## Question

In a model crystal of InSb₃ the indium atoms are pushed up to 0.45 Å off their sites. This costs up to 0.3 eV a cell and raises the pressure by up to 1.9 GPa. The antimony atoms and the cell are held fixed, and the periodic images of the indium atom move with it, so a whole sublattice shifts.

InSb₃ in a 4-atom cell of D0₃ (BiF₃) type (undisturbed: Fm-3m, 25.90 Å³ an atom), with the In atom moved along Cartesian [0 0 1] and all else fixed. Scalar-relativistic PBE-D3(BJ) without spin polarisation in Ansatz 0.2.0, with plane waves and PAW, 420 eV cutoff, 12×12×12 k mesh and 0.15 eV Gaussian smearing. Energies are free energies relative to the undisturbed cell.

| displacement (Å) | energy change (eV a cell) | force along direction (eV/Å summed over the moved atoms) | pressure (GPa) |
| --- | --- | --- | --- |
| -0.45 | 0.295 | 1.317 | 2.07 |
| -0.225 | 0.073 | 0.654 | 0.67 |
| 0 | 0.000 | 0.000 | 0.21 |
| 0.1125 | 0.018 | -0.326 | 0.33 |
| 0.3375 | 0.166 | -0.982 | 1.25 |
| 0.3938 | 0.226 | -1.148 | 1.63 |

Shifts of either sign are equivalent by symmetry, so only their size matters. Any shift lowers the cubic symmetry of the undisturbed crystal. Pressure is positive when the crystal pushes outwards, and its rise is counted from the 0.21 GPa of that row.

The energy well is close to a parabola. Why, then, does the pressure rise? Weigh three explanations:

- **A.** A parabola is the mark of ideal springs, so the atoms are joined by such springs, and squeezing them makes the pressure.
- **B.** The pressure comes from the small departure of the well from a parabola.
- **C.** The stiffness of the well depends on the volume of the crystal.

## Model answer

**How good is the parabola?** Let $x$ be the displacement, $E$ the energy change and $k$ the stiffness, so that $E=\tfrac12 kx^2$ and the force is $-kx$. The ratio of force to displacement runs only from 2.90 to 2.93 eV/Å² in size, a change of 1 %. Along this line the well is harmonic for most purposes.

**Explanation B** fails on the power of $x$. Symmetry forbids odd powers in the energy, so the first departure from a parabola goes as $x^4$, and so would any pressure that came from it. Doubling the shift should then raise the pressure rise sixteenfold. Between 0.225 and 0.45 Å it grows from 0.46 to 1.86 GPa, which is fourfold, as for $x^2$.

**Explanation A** gives the right power, so its sign has to be tested. A spring of constant $K$, length $r$ and natural length $l$ adds $-K(r^2-lr)$ to $3PV$, where $P$ is the pressure and $V$ the cell volume. Take $N$ springs from indium to a cubic shell of neighbours at distance $r_0$. When indium shifts, the mean of $r^2$ grows by $x^2$ and the mean of $r$ by $x^2/(3r_0)$. For springs at their natural length, $l=r_0$, this gives

$$3\,\Delta P\,V=-\tfrac23NKx^2,\qquad E=\tfrac16NKx^2,\qquad \Delta P=-\tfrac43\,\frac{E}{V}.$$

Ideal springs would pull the cell inwards, by 0.61 GPa at the largest shift, where the calculation finds an outward push of 1.86 GPa. Springs stretched or squeezed beforehand change the size of this pull. They would reverse it only if their natural length were more than three times the bond length, and by the same algebra the well would already have turned into a hill at one and a half times.

**Explanation C** starts from what pressure is: the fall of energy as the volume grows. In a uniform expansion all atoms are carried along, so $x$ grows as $V^{1/3}$ and $x^2$ as $V^{2/3}$. Hence

$$\Delta P=-\frac{\partial E}{\partial V}=\frac{E}{V}\left(-\frac{d\ln k}{d\ln V}-\frac23\right).$$

The pressure rises if the well softens on expansion faster than $V^{-2/3}$. One constant, the bracket, was fitted to all six rows and came out as 4.07.

For the row at −0.45 Å the cell volume is 4 × 25.90 = 103.6 Å³. The energy change of 0.295 eV spread over it is an energy density of 0.456 GPa. Multiplied by 4.07, this gives 1.86 GPa, the computed rise. The row was part of the fit, so the agreement shows that one constant serves small and large shifts to within 2 % (the unrounded values at the smallest shift give 4.01), not that the model predicts new data.

Adding the 2/3 back gives $-d\ln k/d\ln V\approx4.7$: a cell with 1 % less volume should hold its indium almost 5 % more stiffly. Explanation C is the one that stands, with one caution. The formula holds for any well, and the springs of A obey it too, with $d\ln k/d\ln V=+\tfrac23$. What the numbers decide is that this well stiffens steeply on compression, which ideal springs do not.

## Remarks on the reasoning

**Why A tempts.** A parabola along one line seems to prove that every bond is an ideal spring, but symmetry can hide the truth. When indium moves, the bonds ahead of it shorten and push back, while those behind it lengthen and pull back. Real bonds are lopsided, because repulsion on shortening is steeper than attraction on lengthening. Both forces drive the atom home, so they add, and what the short bond gives in excess the long bond lacks.

In the pressure the same two forces are subtracted. The short bond pushes the crystal apart and the long bond draws it together, so the excess of push over pull remains. It grows as $x^2$, just as the energy does. Symmetry thus removes the leading effect of the lopsidedness from the well and leaves it in the pressure. The smallness of the next term owes something to a cancellation. From the smallest to the largest shift, counterforce over displacement falls from 1.70 to 1.57 eV/Å² on the two nearest antimony atoms of the cell and rises from 1.20 to 1.36 eV/Å² on the third, so their sum hardly changes.

The geometry makes the point vivid. At the largest shift four of the eight nearest In–Sb bonds measure 2.99 Å and four 3.51 Å, and their mean is about 0.02 Å longer than the undisturbed bond. Bonds that are longer on average would suggest a crystal under tension, yet this one pushes outwards. The push of the four short bonds can outweigh the pull of the four long ones, as steep repulsion would have it.

**What is shown and what is argued.** The table shows the near-parabola, the quadratic rise and its sign. The softening of the well on expansion follows from these and the definition of pressure, although no second volume was calculated. Repeating the scan in a slightly smaller cell would test it directly. That lopsided bonds are the cause is an argument about interatomic forces, which these numbers support but do not isolate.

**Why eight bonds are not enough.** Eight nearest bonds at natural length, with forces along the bonds only and the whole energy change stored in them, would make the stress across the shift exceed that along it by 1.8 GPa at −0.45 Å. The calculation gives 1.1 GPa. The forces suggest one reason: the antimony atom of the cell that sits 3.73 Å from indium, outside the nearest eight, takes 41 to 46 % of the counterforce. At −0.45 Å the nearest eight carry only 54 % of it, and scaling their estimate by that share gives about 1.0 GPa, much closer to the calculation. Lopsided bonds are expected to give an outward push, but a bond model needs both shells, and these rows do not fix how the push is divided between them. Bonds strained beforehand, or forces that do not point along the bonds, may also play a part.

**What to carry over.** In a cell of fixed volume, a well that looks harmonic does not guarantee a pressure that stays put. Where opposite shifts are equivalent, doubling a small shift should give about four times the pressure change. Its sign depends on how the stiffness responds to volume, which a single energy curve cannot reveal. The printed analysis after this text sets the spring model and the one-constant model beside each row.

Numerical output:

```
smallest force over displacement, eV/A^2: 2.898
largest force over displacement, eV/A^2: 2.927
rise of force over displacement, percent: 0.9969
pressure rise at -0.45 over that at -0.225: 4.043
fit of dp on 6 rows: coefficient of ev 4.069 +/- 0.0064; rms 0.00376, worst 0.1125 -0.00673, leave-one-out rms 0.00484
pressure rise and models in GPa:
     row  energy density  computed rise  Hooke springs  one constant
   -0.45          0.4562           1.86        -0.6083         1.856
  -0.225          0.1129           0.46        -0.1505        0.4594
     0.0               0              0              0             0
  0.1125         0.02784           0.12       -0.03712        0.1133
  0.3375          0.2567           1.04        -0.3423         1.045
  0.3938          0.3495           1.42         -0.466         1.422
stiffening of the well for 1 percent less volume, percent: 4.736
Grueneisen-like number of this shift: 2.368
four shortened In-Sb bonds at -0.45, A: 2.991
four lengthened In-Sb bonds at -0.45, A: 3.508
mean of the eight less undisturbed bond, A: 0.02097
stress across less along the shift at -0.45, GPa: 1.111
same from eight central bonds, GPa: 1.825
counterforce on the Sb at 3.73 A, shift 0.1125, percent: 41.39
counterforce on the Sb at 3.73 A, shift -0.45, percent: 46.4
```
